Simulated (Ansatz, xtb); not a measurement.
# Relative energy of two structures of GeH5NNaP

Structure X: a singlet given by its coordinates. Structure Y: a singlet given by its coordinates. Both are isolated molecules in the gas phase, relaxed with PBE0-D3(BJ)/def2-SVP.

X (Å):

```xyz
9

Ge   -0.2576    0.1900   -1.2351
N     0.2831   -0.5707    2.0346
Na   -1.8233   -0.7059    1.0712
P     0.8453    0.7014    0.8669
H    -0.5826   -1.3512   -0.7810
H    -1.6962    0.7072   -0.6429
H     2.0908    0.1004    0.4952
H     0.7121   -1.4747    1.8274
H     0.5721   -0.3244    2.9820
```

Close contacts (Å): Ge1–Na3 2.93, Ge1–P4 2.43, N2–Na3 2.32, N2–P4 1.82, Na3–P4 3.02, Ge1–H5 1.64, Ge1–H6 1.64, N2–H8 1.02, N2–H9 1.02, Na3–H5 2.32, Na3–H6 2.23, P4–H7 1.43.

Y (Å):

```xyz
9

Ge   -1.6138   -0.4376    1.1785
N     1.1124    1.2450   -0.0847
Na   -0.5663    2.4202    0.6779
P     0.5716   -0.2649    0.1739
H     1.4430   -1.0962    0.9560
H     2.0383    1.2888   -0.5103
H    -1.1416    0.7070    2.2315
H     0.5504   -1.1094   -0.9873
H    -2.1105    0.6918    0.1203
```

Close contacts (Å): Ge1–Na3 3.08, Ge1–P4 2.41, N2–Na3 2.19, N2–P4 1.62, Na3–P4 2.96, Ge1–H7 1.63, Ge1–H9 1.63, N2–H6 1.02, Na3–H7 2.38, Na3–H9 2.38, P4–H5 1.44, P4–H8 1.44.

Energies in hartree; the thermal terms are from PBE0-D3(BJ)/def2-SVP harmonic frequencies (ideal gas, rigid rotor, one conformer each, 298.15 K, 1 atm) and include the zero-point energy:

|  | X | Y |
| --- | --- | --- |
| E, CCSD(T)/def2-SVP | −2635.456498 | −2635.438199 |
| E, MP2/def2-SVP | −2635.401633 | −2635.385749 |
| E, MP2/def2-TZVPP | −2636.184744 | −2636.178655 |
| zero-point energy | 0.051879 | 0.048798 |
| H(298 K) − E | 0.059715 | 0.056624 |
| G(298 K) − E | 0.020010 | 0.017180 |

Q: Correct the CCSD(T) difference for the basis set by the MP2 change, then work out ΔE, ΔE₀, ΔH and ΔG for X → Y in kcal/mol (1 Eh = 627.51 kcal/mol) and the equilibrium ratio [Y]/[X].

A: 1. Differences Y − X: CCSD(T) +0.018299, MP2 in the small set +0.015884, MP2 in the large set +0.006089 Eh.
2. ΔE = +0.018299 + (+0.006089 − (+0.015884)) = +0.008504 Eh = +5.34 kcal/mol.
3. ΔE₀ = ΔE + ΔZPE = +0.008504 + (−0.003081) Eh = +3.40 kcal/mol.
4. ΔH = ΔE + (−0.003091) Eh = +3.40 kcal/mol.
5. ΔG = ΔE + (−0.002830) Eh = +3.56 kcal/mol, so ΔS = (ΔH − ΔG)/T = −2.3 J/(mol K).
6. kT = 0.9442 mEh, so K = [Y]/[X] = exp(−ΔG/kT) = exp(−6.01) ≈ 0.0025.

Structure X is favoured at this temperature. An error of 1 kcal/mol in ΔG would change K by a factor of 5.4. The basis-set step is large, which makes the value less sure. Mirror images and further conformers aren't counted.

Other levels gave ΔE = +10.3 (PBE0-D3(BJ)/def2-SVP); +10.4 (HF/def2-SVP); +10.0 (MP2/def2-SVP); +11.5 (CCSD(T)/def2-SVP) kcal/mol. The correlated steps freeze 16 core orbitals; the filled d shell of Ge is correlated; the last core shell of Na is correlated, in a basis made for valence electrons. Programs: Ansatz 0.2.0.

The two structures are tautomers of a sodium germanide. X is an aminophosphine, H2N–PH–GeH2⁻ Na⁺, and Y is the iminophosphorane HN=PH2–GeH2⁻ Na⁺, reached by moving one hydrogen from nitrogen to phosphorus. The P–N distance falls from 1.82 to 1.62 Å, as expected for a strongly polar P⁺–N⁻ bond reinforced by back-donation from nitrogen into P–H and P–Ge σ* orbitals. That gain, together with the tighter Na–N contact to a more anionic nitrogen, probably offsets much of the cost of exchanging a strong N–H bond for a weaker P–H bond, but not all of it. The softer P–H stretch also explains why zero-point energy favours Y.

The larger basis helps Y because tetracoordinate phosphorus needs flexible polarisation functions to describe its compact, polar bonds. Hartree–Fock and the correlated methods nearly agree in the small set, which suggests that the preference for X doesn't hinge on electron correlation. The energies say nothing about the barrier to the hydrogen shift, so Y could still persist if formed.
